## Depletion widths and peak field of the abrupt junction under bias

### Geometry, conventions and premises

A planar homojunction has its metallurgical plane at $x=0$, with p-type material at $x<0$ and n-type material at $x>0$. The elementary charge is $q>0$, the electrostatic potential is $\phi(x)$ and the field is $\mathcal{E}=-d\phi/dx$. The band edges follow the potential, $E_c(x)=\text{const}-q\phi(x)$ and $E_v=E_c-E_g$. The bias $V$ is the potential of the p contact minus that of the n contact, so that $V>0$ is forward and $V<0$ is reverse bias. The derivation rests on six premises.

1. All quantities depend on $x$ only and are independent of time.
2. The doping is a step: net acceptor density $N_A$ for $x<0$ and net donor density $N_D$ for $x>0$, both treated as continuous charge densities. No sheet charge sits at $x=0$.
3. The displacement is $D=\varepsilon\mathcal{E}+P_0$, with one permittivity $\varepsilon$ (the static value along $x$) and a uniform spontaneous polarisation $P_0$, which may be zero.
4. Carriers obey Boltzmann statistics, $n=N_c e^{-(E_c-E_{Fn})/kT}$ and $p=N_v e^{-(E_{Fp}-E_v)/kT}$, with effective densities of states $N_c$, $N_v$ and quasi-Fermi levels $E_{Fn}$, $E_{Fp}$.
5. The current is so small that each majority quasi-Fermi level is flat from its contact to the edge of the space-charge region.
6. Depletion approximation: for $-x_p<x<x_n$ mobile carriers are absent and all dopants are ionised; outside this interval the crystal is neutral and free of field.

Premise 6 is an ansatz. It is tested below against the first integral of the Poisson equation with the carriers retained.

### The potential step across the junction

Let $\psi=\phi(x_n)-\phi(-x_p)$, and let $n_0$ and $p_0$ be the majority densities of the two neutral regions. Premise 4 fixes the band edges there relative to the local majority level:

$$E_c^{(n)}=E_{Fn}+kT\ln\frac{N_c}{n_0},\qquad E_c^{(p)}=E_g+E_{Fp}-kT\ln\frac{N_v}{p_0}.$$

By premise 5 the two levels equal the Fermi levels of the contacts. Raising the potential of the p contact by $V$ lowers its electron energies by $qV$, so $E_{Fn}-E_{Fp}=qV$. Since $q\psi=E_c^{(p)}-E_c^{(n)}$,

$$\psi=V_{bi}-V,\qquad qV_{bi}=E_g-kT\ln\frac{N_c}{n_0}-kT\ln\frac{N_v}{p_0}.\tag{1}$$

The built-in voltage contains the free-carrier densities of the neutral regions. For shallow, fully ionised dopants $n_0=N_D$ and $p_0=N_A$. For an acceptor of binding energy $\Delta_A$ and degeneracy factor $g$, the ionised density is $N_A^-=N_A/[1+g\,e^{(E_v+\Delta_A-E_{Fp})/kT}]$. Eliminating $E_{Fp}$ with premise 4 gives

$$N_A^-=\frac{N_A}{1+p/K},\qquad K=\frac{N_v}{g}e^{-\Delta_A/kT}.\tag{2}$$

Neutrality of an uncompensated layer, $p_0=N_A^-$, is the quadratic $p_0^2+Kp_0-KN_A=0$, whose positive root is $p_0=\sqrt{KN_A+K^2/4}-K/2$. Equation (2) also shows that $N_A^-\to N_A$ where $p\ll K$. A deep acceptor is therefore partly ionised in the neutral region and fully ionised in the depleted one: $p_0$ enters $V_{bi}$, and the full $N_A$ enters the space charge.

### First integration: the field and the charge balance

Gauss's law is $dD/dx=\rho$. A uniform $P_0$ has no derivative, so $\varepsilon\,d\mathcal{E}/dx=\rho$, with

$$\rho=-qN_A\quad(-x_p<x<0),\qquad \rho=+qN_D\quad(0<x<x_n).$$

No sheet charge exists at the depletion edges, so the field is continuous there and vanishes, $\mathcal{E}(-x_p)=\mathcal{E}(x_n)=0$. Integrating from each edge towards the junction,

$$\mathcal{E}(x)=-\frac{qN_A}{\varepsilon}(x+x_p)\quad(x<0),\qquad \mathcal{E}(x)=-\frac{qN_D}{\varepsilon}(x_n-x)\quad(x>0).\tag{3}$$

The field is negative throughout: it points from the positive donors to the negative acceptors. At $x=0$ the displacement is continuous by premise 2, and $\varepsilon$ and $P_0$ are the same on both sides by premise 3, so $\mathcal{E}$ is continuous. Equating the two branches of (3) at $x=0$ gives

$$N_Ax_p=N_Dx_n.\tag{4}$$

This states that the depleted region is neutral as a whole, as it must be when the field vanishes on both sides of it. The magnitude $|\mathcal{E}|$ rises linearly from zero at $-x_p$ with slope $qN_A/\varepsilon$, and falls linearly to zero at $x_n$ with slope $qN_D/\varepsilon$. The profile is a triangle with its apex at the metallurgical plane, where $\rho$ changes sign:

$$\mathcal{E}_{\max}\equiv|\mathcal{E}(0)|=\frac{qN_Ax_p}{\varepsilon}=\frac{qN_Dx_n}{\varepsilon}=\frac{Q}{\varepsilon},\tag{5}$$

with $Q$ the magnitude of the charge per area on either side.

### Second integration: the potential and the widths

Integrating $d\phi/dx=-\mathcal{E}$ from each edge gives two parabolas,

$$\phi(x)=\phi(-x_p)+\frac{qN_A}{2\varepsilon}(x+x_p)^2\quad(x<0),\qquad \phi(x)=\phi(x_n)-\frac{qN_D}{2\varepsilon}(x_n-x)^2\quad(x>0).$$

The field is finite, so $\phi$ is continuous at $x=0$, and the total step is the sum of the partial drops:

$$\psi=\psi_p+\psi_n,\qquad \psi_p=\frac{qN_Ax_p^2}{2\varepsilon},\qquad \psi_n=\frac{qN_Dx_n^2}{2\varepsilon}.\tag{6}$$

Equations (4) and (6) determine the two unknowns. With $W=x_n+x_p$, substituting $x_p=x_nN_D/N_A$ gives $W=x_n(N_A+N_D)/N_A$, hence

$$x_n=W\frac{N_A}{N_A+N_D},\qquad x_p=W\frac{N_D}{N_A+N_D}.\tag{7}$$

Insertion into (6) yields

$$\psi=\frac{qW^2}{2\varepsilon}\,\frac{N_AN_D^2+N_DN_A^2}{(N_A+N_D)^2}=\frac{qN^*W^2}{2\varepsilon},\qquad N^*=\frac{N_AN_D}{N_A+N_D},$$

and with (1)

$$W=\sqrt{\frac{2\varepsilon\,(V_{bi}-V)\,(N_A+N_D)}{qN_AN_D}}.\tag{8}$$

The peak field follows from (5) and (7) as $\mathcal{E}_{\max}=qN^*W/\varepsilon$. Replacing $qN^*/\varepsilon$ by $2\psi/W^2$,

$$\mathcal{E}_{\max}=\frac{2(V_{bi}-V)}{W}=\sqrt{\frac{2qN^*(V_{bi}-V)}{\varepsilon}}.\tag{9}$$

The first form is the area of a triangle of base $W$ and height $\mathcal{E}_{\max}$: the peak field is twice the mean field $\psi/W$. Both $W$ and $\mathcal{E}_{\max}$ grow as $\psi^{1/2}$. From (4) and (6), $\psi_p/\psi_n=x_p/x_n=N_D/N_A$, so the lightly doped side carries most of the width and most of the voltage. For $N_A\gg N_D$, $N^*\to N_D$, and $W$ and $\mathcal{E}_{\max}$ become independent of $N_A$. Because $Q=\sqrt{2q\varepsilon N^*\psi}$, the differential capacitance per area is $dQ/d\psi=\varepsilon/W$.

An integration by parts gives a form that holds for any charge profile between two planes of zero field:

$$\psi=-\int\mathcal{E}\,dx=-\big[x\mathcal{E}\big]+\int x\frac{d\mathcal{E}}{dx}dx=\frac1\varepsilon\int x\rho\,dx.\tag{10}$$

The voltage is the dipole moment per area of the double layer divided by $\varepsilon$. For the step profile the integral reproduces (6).

### Test of the depletion approximation

On the n side let $u=q[\phi(+\infty)-\phi]/kT\ge0$ and assume shallow donors. With a flat $E_{Fn}$, $n=N_De^{-u}$, and $\mathcal{E}=(kT/q)\,u'$. If holes are negligible for $x>0$, the Poisson equation reads

$$u''=\frac{1-e^{-u}}{L_D^2},\qquad L_D=\sqrt{\frac{\varepsilon kT}{q^2N_D}}.$$

On the depletion parabola $u=(x_n-x)^2/2L_D^2$, so the electron density has dropped to $e^{-9/2}=0.011$ of $N_D$ three Debye lengths inside the edge. The edge is smeared over a few $L_D$, and (6) gives $x_n/L_D=\sqrt{2q\psi_n/kT}$. A sharp edge thus requires $q\psi_n\gg kT$. Under reverse bias $E_{Fn}$ is not flat deep inside the depleted region, but there $n\ll N_D$ in any case and its precise form does not affect $\rho$.

Multiplying by $u'$ and integrating from the neutral region, where $u=u'=0$, to $x=0$, where $u=u_0$,

$$\frac{\varepsilon\mathcal{E}_{\max}^2}{2kT}=N_D\left(u_0-1+e^{-u_0}\right).\tag{11}$$

On the p side let $w=q[\phi-\phi(-\infty)]/kT\ge0$, so that $p=p_0e^{-w}$ and $\mathcal{E}=-(kT/q)\,w'$. The acceptor exchanges charge with the valence band, the conduction band being nearly a full gap away, so (2) holds with the local $p$ in a biased steady state. With electrons negligible for $x<0$, the equation $(\varepsilon kT/q^2)\,w''=N_A^--p$ integrates in the same way, with $b=p_0/K$:

$$\frac{\varepsilon\mathcal{E}_{\max}^2}{2kT}=\int_0^{w_0}\left[\frac{N_A}{1+be^{-w}}-p_0e^{-w}\right]dw=N_A\ln\frac{e^{w_0}+b}{1+b}-p_0\left(1-e^{-w_0}\right).\tag{12}$$

Neutrality gives $1+b=N_A/p_0$. For $e^{u_0}\gg1$ and $e^{w_0}\gg1+b$ the right-hand sides become $N_D(u_0-1)$ and $N_A(w_0-\delta_p)$, with $\delta_p=\ln(N_A/p_0)+p_0/N_A$. Dividing (11) by $N_D$ and (12) by $N_A$, adding, and using $u_0+w_0=q\psi/kT$,

$$\mathcal{E}_{\max}=\sqrt{\frac{2qN^*}{\varepsilon}\left[V_{bi}-V-\frac{kT}{q}(1+\delta_p)\right]}.\tag{13}$$

For a shallow acceptor $p_0=N_A$ and $\delta_p=1$, so the offset is $2kT/q$. The depletion approximation (9) overestimates the peak field by the fraction $(1+\delta_p)kT/2q\psi$ to first order. The condition on $w_0$ is restrictive in a one-sided junction, since $\psi_p=\psi N_D/(N_A+N_D)$ can be below $kT/q$ while $\psi$ is large. The heavily doped side is then not depleted, holes spill into the n side near $x=0$, and neither $x_p$ nor (13) applies. The width $x_n$ remains a good estimate, because only a few $kT/q$ of the potential step are affected.

### Range of validity

**Bias.** Equations (7) to (9) need $V_{bi}-V\gg(1+\delta_p)kT/q$, and $x_p$ needs in addition $q\psi_p/kT\gg\delta_p$. Under forward bias the injected carriers must stay well below the doping of the lighter side, and $V$ is the applied bias less the resistive drops.

**Current.** Carriers crossing the high-field region at a saturation velocity $v_s$ have density $J/qv_s$. Premise 6 demands $J\ll qN_Dv_s$, whether the current $J$ arises from generation, tunnelling or impact ionisation. Avalanche multiplication ends the blocking state when $\mathcal{E}_{\max}$ reaches a critical field $\mathcal{E}_c$, which by (9) occurs at $\psi_{br}=\varepsilon\mathcal{E}_c^2/2qN^*$.

**Layer thickness.** The n layer of thickness $d$ must satisfy $d>x_n$, that is $\psi<qN_Dd^2(1+N_D/N_A)/2\varepsilon$ by (4) and (6). Beyond this the depletion reaches the heavily doped substrate and the triangle is cut to a trapezoid. With the drops in both heavily doped layers neglected, $|\mathcal{E}|$ falls from $\mathcal{E}_{\max}$ with slope $qN_D/\varepsilon$ over $d$, the area is $\psi=\mathcal{E}_{\max}d-qN_Dd^2/2\varepsilon$, and

$$\mathcal{E}_{\max}=\frac{\psi}{d}+\frac{qN_Dd}{2\varepsilon}.\tag{14}$$

**Abruptness.** If a graded profile displaces the acceptor charge $Q$ by a mean distance $a$ away from the donors, (10) adds $Qa/\varepsilon=\mathcal{E}_{\max}a$ to the voltage. Since $\psi\propto\mathcal{E}_{\max}^2$, (9) gives $d\psi/d\mathcal{E}_{\max}=W$, and at fixed bias the peak field falls by the fraction $a/W$. The quantities $W$ and $\mathcal{E}_{\max}$ need $a\ll W$; the quantity $x_p$ needs $a\ll x_p$. The continuum charge likewise needs each width to exceed the dopant spacing $N^{-1/3}$.

**Permittivity.** In a wurtzite layer with $x$ along the $c$ axis, clamped laterally by a thick substrate and free along $c$, the stress $\sigma_3=C_{33}S_3-e_{33}\mathcal{E}$ vanishes, so the strain is $S_3=e_{33}\mathcal{E}/C_{33}$. The displacement $D=\varepsilon^S\mathcal{E}+e_{33}S_3+P_0$ is then linear in $\mathcal{E}$ with $\varepsilon=\varepsilon^S+e_{33}^2/C_{33}$, where $\varepsilon^S$ is the value at zero strain. The results keep their form. At a heterojunction, steps in $\varepsilon$ and $P_0$ alter (4) and the band offset alters (1).

**Planarity.** At a curved edge the field is concentrated. For a one-sided cylindrical junction of radius $r_j$ depleted out to $r_d$, Gauss's law gives $|\mathcal{E}(r)|=qN_D(r_d^2-r^2)/2\varepsilon r$, and integration from $r_j$ to $r_d$ gives

$$\psi=\frac{qN_D}{2\varepsilon}\left[r_d^2\ln\frac{r_d}{r_j}-\frac{r_d^2-r_j^2}{2}\right].\tag{15}$$

At the same bias the bracket equals $W^2$ of the one-sided planar junction, and the ratio of peak fields is $(r_d^2-r_j^2)/2r_jW$.

**Time and traps.** The result is a steady state. After a fast change of bias, deep acceptors and traps reach it only on the time scale of their emission. The densities $N_A$ and $N_D$ are the net charged densities in the depleted state, which differ from the chemical dopant densities when compensating centres are present.

### Illustration: a GaN p-n diode at 600 V reverse bias

Consider a vertical diode grown along $c$, with a drift layer of $N_D=2\times10^{22}\ \mathrm{m^{-3}}$ ($2\times10^{16}\ \mathrm{cm^{-3}}$), at $V=-600$ V and $T=300$ K, where $kT/q=25.85$ mV. Two compiled measured values are used: the band gap $E_g=3.44$ eV (Wing 2021) and the static dielectric constant along $c$, 10.4 (Ioffe Institute), which gives $\varepsilon=9.21\times10^{-11}$ F/m. The following inputs are all assumed, at typical magnitudes: an uncompensated Mg-doped layer with $N_A=1\times10^{25}\ \mathrm{m^{-3}}$, $\Delta_A=0.18$ eV and $g=4$; density-of-states masses $0.20\,m_e$ for electrons and $1.5\,m_e$ for holes; shallow, fully ionised donors; a drift thickness $d=8\ \mu$m. Intermediate values are carried unrounded.

With $N_{c,v}=2(2\pi m^*kT/h^2)^{3/2}$, one finds $N_c=2.24\times10^{24}\ \mathrm{m^{-3}}$ and $N_v=4.61\times10^{25}\ \mathrm{m^{-3}}$. Equation (2) gives $K=1.09\times10^{22}\ \mathrm{m^{-3}}$ and $p_0=3.25\times10^{23}\ \mathrm{m^{-3}}$, an ionised fraction of 3.2 %. The Fermi levels lie 0.122 eV below $E_c$ and 0.128 eV above $E_v$, or $4.7\,kT$ and $5.0\,kT$, so premise 4 holds. Equation (1) gives $V_{bi}=3.19$ V and $\psi=603.2$ V. The built-in voltage is 0.5 % of $\psi$, so the assumed masses and acceptor parameters have almost no influence on what follows. The doping ratio is $N_A/N_D=500$ and $N^*=1.996\times10^{22}\ \mathrm{m^{-3}}$.

| Quantity | Equation | Model value |
|---|---|---|
| $W$ | (8) | $5.89\ \mu$m |
| $x_n$ | (7) | $5.88\ \mu$m |
| $x_p$ | (7) | 11.8 nm |
| $\mathcal{E}_{\max}$ | (9) | $2.05\times10^{8}$ V/m |
| $\psi_n$ | (6) | 602.0 V |
| $\psi_p$ | (6) | 1.20 V |
| $Q$ | (5) | $1.88\times10^{-2}\ \mathrm{C/m^2}$ |
| $\varepsilon/W$ | (8) | $1.56\times10^{-5}\ \mathrm{F/m^2}$ |

The last figure of each entry records the arithmetic of the model. The neglected effects decide how much of it is meaningful.

*Carrier tails.* The Debye length of the drift layer is 27 nm and $x_n/L_D=216$. On the p side $q\psi_p/kT=47$ against $\delta_p=3.46$, so (13) applies. Its offset is 0.115 V, which lowers the field by the fraction $9.6\times10^{-5}$. At zero bias (8) gives $W=0.43\ \mu$m, but $\psi_p=6.4$ mV is below $kT/q$, and $x_p$ has no meaning there.

*Discreteness and grading.* The donor spacing of 37 nm is small against $x_n$. The acceptor spacing of 4.6 nm is not small against $x_p$, and an assumed grading displacement $a=50$ nm exceeds $x_p$. The entry for $x_p$ is therefore only the equivalent width $Q/qN_A$, of order ten nanometres. The same displacement lowers the peak field by 0.8 %.

*Permittivity.* With the compiled measured $C_{33}=398$ GPa (Oses 2018) and a typical $e_{33}$ of about $0.7\ \mathrm{C/m^2}$, the term $e_{33}^2/C_{33}$ is 1.3 % of $\varepsilon$. The mechanical boundary condition behind the compiled 10.4 is not specified, so $W\propto\varepsilon^{1/2}$ and $\mathcal{E}_{\max}\propto\varepsilon^{-1/2}$ are open by about 0.7 %. An uncertainty of 10 % in the net $N_D$ would change both by 5 %.

*Current and thickness.* A typical $v_s$ of about $2\times10^5$ m/s gives $qN_Dv_s=6\times10^8\ \mathrm{A/m^2}$, and premise 6 holds for any leakage far below this. An assumed typical critical field of about $3\times10^8$ V/m places the avalanche limit of the triangular profile at $\psi_{br}=1.3$ kV. The assumed layer of $8\ \mu$m is fully depleted at 1.1 kV, which is therefore the upper limit of (8) and (9) for this structure. A layer of only $4\ \mu$m would be punched through at 600 V, and (14) would give $2.2\times10^8$ V/m.

*Edge.* For an assumed radius $r_j=0.2\,W$, (15) gives $r_d=0.96\,W$ and a peak field 2.2 times the planar value. The planar result describes the interior of the diode and underestimates the field at an unterminated edge by a factor of this order.

To the accuracy that these terms allow, the model gives a depletion width of $5.9\ \mu$m, lying almost entirely in the drift layer, and a peak field of $2.0\times10^8$ V/m at the junction plane, away from the device edge.